## A stretched bond that no longer pulls

Stretching a bond is the classic way to break a restricted calculation, in which each orbital holds two electrons. In H₂ the two electrons should part, one to each atom, and the restricted determinant can't let them. The natural suspicion is therefore that the rows marked RHF and RKS go wrong here, where one hydrogen is drawn away from the anion GeH₅⁻. The table puts the large failure elsewhere.

GeH₅⁻ (charge −1, singlet), isolated, computed with xtb and OpenMolcas. The energy difference is the total energy with one equatorial Ge–H bond stretched to 3.3306 Å by moving only that hydrogen, less the total energy at the GFN2-xTB geometry, without zero-point energy. MP2 and B2PLYP keep nine core orbitals frozen in the correlation step.

| level (program) | reference determinants | relativity | energy difference (eV) |
| --- | --- | --- | --- |
| GFN2-xTB (xtb) | n/a | n/a | 1.940 |
| GFN0-xTB (xtb) | n/a | n/a | 2.413 |
| B2PLYP def2-TZVPP (OpenMolcas) | RKS | none | 2.535 |
| M06-2X def2-TZVPP (OpenMolcas) | RKS | none | 2.614 |
| BHLYP def2-TZVPP (OpenMolcas) | RKS | none | 2.705 |
| HF def2-TZVPP (OpenMolcas) | RHF | none | 2.895 |
| MP2 def2-TZVPP (OpenMolcas) | RHF | none | 2.958 |
| HF 3-21G (OpenMolcas) | RHF | none | 3.213 |
| GFN-FF (xtb) | n/a | n/a | 6.167 |

Eight of the nine rows say that the pull costs about 2 to 3 eV. The force field GFN-FF says 6.2 eV, nearly twice the next highest value. The energy difference isn't a full dissociation energy, because the GeH₄ left behind is frozen in its old shape and the hydrogen still stands only 3.33 Å from germanium.

### How the failure shows itself

An outlier is only a suspect, since a majority can be wrong. A better test asks whether a method agrees with itself. A bond that has cost a lot of energy, and isn't yet fully broken, should still pull the atom back.

The Morse curve turns this into a number. Let $s$ be the distance by which the bond has been lengthened, $D$ its depth and $a$ the steepness of the curve. Energy and restoring force are then

$$E = D\,(1-e^{-as})^2, \qquad F = \frac{dE}{ds} = 2aD\,e^{-as}(1-e^{-as}).$$

Dividing one by the other removes the unknown depth:

$$F = E\,\frac{2a\,e^{-as}}{1-e^{-as}}.$$

The bond grows from 1.51 to 3.33 Å, so $s$ = 1.82 Å. For bonds to hydrogen $a$ is roughly 1.5 per Å, a recalled value and not a fitted one. Then $e^{-as}$ is about 0.065, and the fraction comes to about 0.21 per Å. With the 6.167 eV of GFN-FF, the hydrogen should still feel about 1.3 eV/Å.

The force that GFN-FF itself gives at this point is 0.004 eV/Å, practically nothing. Even a steeper curve, with $a$ = 2 per Å, would leave a force more than a hundred times larger. The method charges a very high price for the bond and then behaves as if no bond had been there. No Morse curve of ordinary steepness gives both this energy and this force. The bond term of a force field can fade faster than a Morse curve, so this is a strong hint and not a proof.

The two tight-binding methods pass the same test. The Morse estimate gives 0.4 eV/Å for GFN2-xTB and 0.5 for GFN0-xTB, while the calculations give 0.75 and 0.64. The estimate is thus good to within a factor of two, and low in both cases. A hydrogen that leaves as an ion is attracted over a longer distance than a Morse curve allows, which may be part of the reason. It can't be all of it, because the excess is larger in GFN2-xTB, where less of the charge seems to leave with the hydrogen. The printed analysis after this text shows the estimate for each row and for three values of $a$.

### Why the force field fails

A force field of this kind doesn't solve for electrons. It decides from the geometry which atoms are bonded, and then adds up energy terms for that list of bonds. At 1.51 Å the hydrogen belongs on the list; at 3.33 Å it most likely doesn't. The 6.2 eV would then be the difference between two energy functions with different terms, and not the height of one curve at two points. The vanished force fits this reading, though only the two bond lists themselves would prove it.

The charge points the same way. Compared with GFN0-xTB, the dipole moment of GFN-FF corresponds very roughly to 0.8 of an electron moved from the hydrogen to the GeH₄ side. The force field thus seems to leave a nearly neutral hydrogen atom beside GeH₄⁻. Chemistry favours the opposite: GeH₄ is a saturated molecule with little use for another electron, whereas hydrogen with a second electron is the closed-shell hydride ion.

### Why the restricted determinant survives

The same chemistry explains why the expected failure stays away. GeH₅⁻ comes apart into GeH₄ and H⁻, and in both fragments the electrons are paired. The bonding pair leaves together with the hydrogen, which is exactly what a restricted determinant can describe. In a neutral molecule such as GeH₄, the loss of a hydrogen atom would split the pair, and the old suspicion would be justified.

The numbers show no strong sign of distress. In Hartree–Fock theory the gap between filled and empty orbitals shrinks from 10.8 to 6.8 eV but stays wide open. The correlation energy of MP2, which swells when a pair is being torn apart, changes by only 0.06 eV. The second-order term of B2PLYP does grow, by about 0.41 eV at full size, which is the figure to set beside that of MP2. Only 0.27 of the term enters the B2PLYP energy, so the stretch energy feels just 0.11 eV of it. The growth is about 4 percent of the term; it fits the explanation less well than the MP2 result, though the narrower orbital gap of B2PLYP may account for it. Taken together these are fairly good symptoms and not a proof, which would take a search for a lower, unrestricted solution.

### The quieter error in the basis

The ab initio and density-functional rows have a fault of their own, and it is harder to see because they share it. Their basis sets contain no diffuse functions, the wide orbitals that a loosely held electron needs. In GeH₅⁻ the extra charge is spread over several atoms; after the pull it sits mostly on one small hydride ion, whose electron cloud is very wide. The stretched state should therefore suffer more, and the energy difference should come out too high.

Hartree–Fock theory appears with two basis sets, and the larger one lowers the result by 0.32 eV. That step also improves other parts of the basis, so it doesn't measure the diffuse functions alone. It does set a scale: adding MP2 correlation changes the result by only 0.06 eV. Differences of that size between methods mean little until the basis has been repaired.

This also bears on the lowest row, GFN2-xTB with 1.9 eV. Its orbital gap falls from 7.4 to 0.9 eV, and its dipole suggests that less of the charge has gone with the hydrogen than in GFN0-xTB. It may be spreading over both fragments a charge that belongs on the hydrogen, but this is a guess. Its low energy doesn't convict it, because the ab initio and density-functional values above it are probably too high.

Germane, GeH₄, is a precursor for germanium layers in electronic devices, and models of its surface chemistry have to make and break Ge–H bonds. At a relaxed end point the force vanishes with any method and tells nothing. For a bond that is only partly broken, though, the energy difference should be read together with the force. Here that one extra number shows that what looks like a costly bond is probably a change of bookkeeping.

The analysis program printed:

```
GFN-FF less the next highest row (eV): 2.954
spread of the other eight rows (eV): 1.273
force left on H in GFN2-xTB (eV/angstrom): 0.7545
force left on H in GFN0-xTB (eV/angstrom): 0.6383
force left on H in GFN-FF (eV/angstrom): 0.004018
Morse force expected from each stretch energy (eV/angstrom):
                             row  range 1.0  range 1.5  range 2.0
                  GFN2-xTB (xtb)     0.7497     0.4057      0.209
                  GFN0-xTB (xtb)     0.9325     0.5046     0.2599
  B2PLYP def2-TZVPP (OpenMolcas)     0.9796     0.5301      0.273
  M06-2X def2-TZVPP (OpenMolcas)       1.01     0.5466     0.2815
   BHLYP def2-TZVPP (OpenMolcas)      1.045     0.5656     0.2913
      HF def2-TZVPP (OpenMolcas)      1.119     0.6054     0.3118
     MP2 def2-TZVPP (OpenMolcas)      1.143     0.6185     0.3186
           HF 3-21G (OpenMolcas)      1.242     0.6719     0.3461
                    GFN-FF (xtb)      2.383       1.29     0.6642
GFN-FF lowest Morse force over force found (ratio): 165.3
charge shift GFN-FF against GFN0 (electrons, rough): 0.8303
charge shift GFN2 against GFN0 (electrons, rough): 0.182
HF 3-21G less HF def2-TZVPP (eV): 0.318
MP2 less HF in def2-TZVPP (eV): 0.063
B2PLYP second-order term in the stretch energy (eV): -0.1097
change of MP2 correlation energy on stretching (percent): -0.735
change of B2PLYP second-order term on stretching (percent): 3.876
HF def2-TZVPP gap at start (eV): 10.84
HF def2-TZVPP gap stretched (eV): 6.75
B2PLYP gap stretched (eV): 3.834
GFN2-xTB gap at start (eV): 7.414
GFN2-xTB gap stretched (eV): 0.8944
GFN0-xTB gap stretched (eV): 2.818
```
